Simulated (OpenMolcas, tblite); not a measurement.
# A ladder of methods for CH3AlF2O (SMILES C[O][Al]([F])[F])

CH3AlF2O has 8 atoms, charge 0, and is taken as a singlet. SMILES: `C[O][Al]([F])[F]`. The coordinates come from a PBE0-D4/def2-TZVP relaxation.

Each level gives the vertical ionisation energy (to the doublet cation) (eV). The values are calculated.

| level | kind | program | value (eV) | less CCSD(T)/6-31G* | CPU time (all runs) |
| --- | --- | --- | --- | --- | --- |
| GFN1-xTB | semi-empirical | tblite | 16.46 | +5.39 | under 2 s |
| HF/6-31G* (spherical functions) | Hartree–Fock | OpenMolcas | 10.25 | -0.82 | 19 s |
| SVWN5/6-31G* (spherical functions) | LDA | OpenMolcas | 10.91 | -0.16 | 53 s |
| BLYP/6-31G* (spherical functions) | GGA | OpenMolcas | 10.59 | -0.48 | 76 s |
| M06-L/6-31G* (spherical functions) | meta-GGA | OpenMolcas | 10.92 | -0.15 | 2 min |
| B3LYP/6-31G* (spherical functions) | global hybrid | OpenMolcas | 11.09 | +0.02 | 68 s |
| CCSD(T)/6-31G* (spherical functions), open shells restricted | coupled cluster or CI | OpenMolcas | 11.07 | 0.00 | 2.2 min |

CCSD(T)/6-31G* (spherical functions), open shells restricted is the highest level here, not the true value. The values span 10.25 to 16.46 eV. The xTB values lack the empirical shift that such differences need. Times are those of the runs behind each value, whatever else they computed, on shared processors of several kinds: orders of magnitude only.

Apart from GFN1-xTB, the methods place the vertical ionisation energy between 10.25 and 11.09 eV. The electron probably leaves an oxygen lone pair of the methoxy group: aluminium is formally trivalent and has no valence lone pair to give up, while the fluorine lone pairs are held more tightly by the more electronegative atom. Hartree–Fock falls 0.82 eV below CCSD(T), probably because it omits the correlation energy, which is larger in the neutral molecule with its additional electron pair.

The density functionals do not improve steadily with rung. BLYP lies further from the coupled-cluster value than SVWN5, M06-L only matches SVWN5 closely, and B3LYP comes within 0.02 eV. That last agreement supports B3LYP as an inexpensive stand-in for CCSD(T) for this ionisation in this basis, but not as a generally more accurate method. Because correlated wavefunction energies usually converge more slowly with basis size than density-functional ones, the near coincidence need not survive in a larger basis.
